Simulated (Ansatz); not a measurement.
Ca3P2: energy above lowest point against volume scale

All results are calculated (Ansatz 0.2.0). Free energy against uniform scaling of the volume at fixed shape and fractions; periodic cell, basis, potentials, k mesh and filling as listed.

The cell before it is scaled or strained (space group Pm-3m, No. 221):
```
Ca3P2
1.0
      5.3100     0.0000     0.0000
      0.0000     5.3100     0.0000
      0.0000     0.0000     5.3100
Ca P
3 2
Direct
  0.00000 0.50000 0.50000
  0.50000 0.00000 0.50000
  0.50000 0.50000 0.00000
  0.00000 0.00000 0.00000
  0.50000 0.50000 0.50000
```

Settings of every row: functional PBEsol; dispersion none; accuracy low; potentials PAW; wave cutoff 320 eV; density cutoff 1280 eV; k mesh 3x3x3; k shift 0x0x0; occupations fixed; smearing width 0 eV; spin none; SCF threshold exponent -5.

Limits: coarse k mesh, up to 40 meV an atom off; cutoff under the advised one; loose SCF threshold; the cell comes from a prototype or a list of computed structures and needn't be the stable phase.

| row | volume scale | V (Å³/atom) | energy above lowest point (meV/atom) |
| --- | --- | --- | --- |
| 1 | 0.88 | 26.351 | 33.5 |
| 2 | 0.92 | 27.549 | 8.3 |
| 3 | 0.96 | 28.746 | 0 |
| 4 | 1 | 29.944 | 5.3 |
| 5 | 1.04 | 31.142 | 21 |
| 6 | 1.08 | 32.34 | 46.3 |
| 7 | 1.12 | 33.538 | ? |

Question: what energy above lowest point should row 7 give?

Worked fit of energy above lowest point. Take u = (V_r/V)^(2/3) − 1 with V_r = 29.345 Å³ an atom, which is twice the finite (Eulerian) strain; such expansions in the strain, on which the Birch-Murnaghan equation of state is built, carry the rest volume and the bulk modulus. The shown rows have u = 0.07438, 0.043, 0.01384, -0.01338, -0.03885, -0.06273. Least squares give energy above lowest point = 1.03 − 191.5 × u + 8436 × u² meV/atom; a straight line predicts inner rows, each left out in turn, worse (root mean square 15 against 0.22 meV/atom). The rows lie off it by 0.0, -0.1, 0.0, 0.2, -0.2, 0.1. Its lowest point lies at u = 0.0114, or V = 28.85 Å³ an atom, and the curvature there gives the bulk modulus at fixed shape and fractions, B = (4/9)(1 + u)² E″(u)/V = 42.6 GPa. The withheld row has u = -0.08519, so the fit gives 1.03 − 191.5 × (-0.08519) + 8436 × (-0.08519)² = 78.6 meV/atom.

The calculation gave 78.4 meV/atom. The fit lies 0.2 meV/atom (0.26 % of the column's range) above it; its largest miss of a shown row is 0.2 meV/atom. This row lies beyond the range of the fit.
